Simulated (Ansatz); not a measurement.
**Ti: a film clamped to a substrate**

All numbers below come from DFT PBEsol, scalar-relativistic, plane waves, PAW (Ansatz 0.2.0). Cutoff 420 eV, Γ-centred 20×20×20 k-points, Gaussian smearing of 0.15 eV. No spin polarisation. Energies are free energies at this smearing, counted from the undisturbed cell; pressure is positive in compression.

Reference structure (as given, not relaxed at this level; it stands at -0.3 GPa; this fcc form isn't the usual structure):

```
Ti
1.0
     0.00000    2.03000    2.03000
     2.03000    0.00000    2.03000
     2.03000    2.03000    0.00000
Ti
1
Direct
  0.00000 0.00000 0.00000
```

The cell (1 atom, V0 = 16.73 Å³) is strained by p along both x and y and by q along z, fractional coordinates fixed. τp = (1/V0) ∂E/∂p = (σxx + σyy)(1 + p)(1 + q) and τq = (1/V0) ∂E/∂q = σzz(1 + p)², with tension positive.

```
     p q  ΔE (meV/atom)  τp (GPa)  τq (GPa)
 0.000   0.000           0.00      0.57      0.28
-0.015   0.000           4.88     -6.91     -2.86
 0.015   0.000           6.36      7.45      3.24
 0.000  -0.015           1.20     -2.54     -1.84
 0.000   0.015           2.03      3.56      2.29
```

Question: Get the second derivatives of the energy density.

Answer: Central differences give A = ∂τp/∂p = 479 GPa (C11 + C22 + 2 C12), C = ∂τq/∂q = 137 GPa (C33) and the cross term B = ∂τq/∂p = 203 GPa (C13 + C23); ∂τp/∂q = 203 GPa must equal B, and any difference shows higher-order terms. The ions are clamped. In a cubic crystal C11 = C = 137, C12 = B/2 = 102 GPa and A should be 2(C11 + C12) = 478 GPa; the bulk modulus is (C11 + 2 C12)/3 = 114 GPa.

Question: A film of this crystal grows with z along the normal on a substrate that imposes p. How does its thickness respond, and what does the misfit cost?

Answer: Count p and q from the stress-free cell. A free surface needs τq = 0, so q = −(B/C) p = -1.48 p. The energy density left is (A − B²/C) p²/2 = M p², with the biaxial modulus M = 89 GPa; a misfit of 1 % costs 0.93 meV/atom, against 2.50 meV/atom if the thickness were held.

In a metal these slopes depend on the k mesh and the smearing.

The film recovers most of the misfit energy by changing thickness: the cost at 1 % falls from 2.50 to 0.93 meV/atom. The reason is the small gap between C11 (137 GPa) and C12 (102 GPa), which makes a tetragonal change of shape much easier than a change of volume. A thickness response of -1.48 p therefore offsets most of the in-plane area change, though not all of it, since constant volume would require a thickness strain of twice the misfit with opposite sign.

This strain follows the Bain path, on which in-plane stretching and thinning carry fcc towards bcc. The soft response probably reflects titanium's partly filled d band, whose bonding energy changes only modestly along that path, while compression meets the stronger resistance of the electron gas and overlapping ion cores. C11 exceeding C12 means that fcc titanium resists small tetragonal distortions, but this doesn't make it the ground state. Full elastic stability also depends on C44, which these strains don't probe.
